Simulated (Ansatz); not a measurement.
A ladder of methods for AlH2F (SMILES [H][Al]([H])[F])

The species is AlH2F (4 atoms), meant as a singlet with charge 0. SMILES: `[H][Al]([H])[F]`. Geometry: a GFN2-xTB relaxation, a rough one for these elements and not checked as a minimum.

| atom | x (Å) | y (Å) | z (Å) |
| --- | --- | --- | --- |
| Al | 0.0196 | 0.0327 | 0.0009 |
| H | 1.5469 | -0.0179 | 0.0141 |
| H | -0.7390 | 1.3588 | -0.0194 |
| F | -0.8275 | -1.3736 | 0.0044 |

Each level gives the energy change with the Al1–H2 bond stretched from 1.528 to 3.821 Å (eV). The values are calculated.

```json
{"level": "SVWN5/STO-3G (restricted)", "kind": "LDA", "program": "Ansatz", "value (eV)": "6.71", "CPU time (all runs)": "1.1 s"}
{"level": "revPBE/STO-3G (restricted)", "kind": "GGA", "program": "Ansatz", "value (eV)": "6.38", "CPU time (all runs)": "1.6 s"}
{"level": "CAM-B3LYP/STO-3G (restricted)", "kind": "range-separated hybrid", "program": "Ansatz", "value (eV)": "8.00", "CPU time (all runs)": "1.7 s"}
{"level": "wB97M-V/STO-3G (restricted)", "kind": "range-separated hybrid", "program": "Ansatz", "value (eV)": "8.18", "CPU time (all runs)": "24 s"}
{"level": "CCSD(T)/STO-3G (restricted)", "kind": "coupled cluster or CI", "program": "Ansatz", "value (eV)": "?", "CPU time (all runs)": "0.24 s"}
{"level": "CCSD/STO-3G (restricted)", "kind": "coupled cluster or CI", "program": "Ansatz", "value (eV)": "?", "CPU time (all runs)": "0.24 s"}
{"level": "CCSDT/STO-3G (restricted)", "kind": "coupled cluster or CI", "program": "Ansatz", "value (eV)": "5.15", "CPU time (all runs)": "0.37 s"}
{"level": "CCSDTQ/STO-3G (restricted)", "kind": "coupled cluster or CI", "program": "Ansatz", "value (eV)": "5.14", "CPU time (all runs)": "3.9 s"}
{"level": "FCI/STO-3G", "kind": "exact in the basis", "program": "Ansatz", "value (eV)": "5.14", "CPU time (all runs)": "0.7 s"}
```

(1) Estimate what the levels marked ? give.

## Answers

(1) As computed at these levels: CCSD(T)/STO-3G (restricted): 5.00 eV; CCSD/STO-3G (restricted): 5.38 eV. The first shape isn't each level's own minimum. The values span 5.00 to 8.18 eV. All rows use very small basis sets, so even the best lies far from the true value. Times are those of the runs behind each value, whatever else they computed, on shared processors of several kinds: orders of magnitude only.

The density functionals all overshoot the FCI stretching energy of 5.14 eV, and the two range-separated hybrids do so most. As the Al–H bond opens, the bonding and antibonding orbitals approach degeneracy and the singlet becomes a pair of weakly coupled radicals. A restricted determinant keeps both electrons in one orbital and so retains spurious ionic character. Exact exchange penalises this more than semilocal exchange does, which probably explains the hybrids' larger errors.

Coupled cluster mixes in the missing configuration. CCSD remains too high, while CCSD(T) falls below FCI because perturbative triples overcorrect as the orbital gap shrinks. Iterative triples remove nearly all of the error.

Even the FCI energy exceeds a typical Al–H bond strength, probably in part because the STO-3G hydrogen function, scaled for molecules, is too compact for a nearly free atom. The functionals' errors here reflect the restricted treatment of a breaking bond, and don't show how they would perform with spin symmetry broken or near equilibrium.
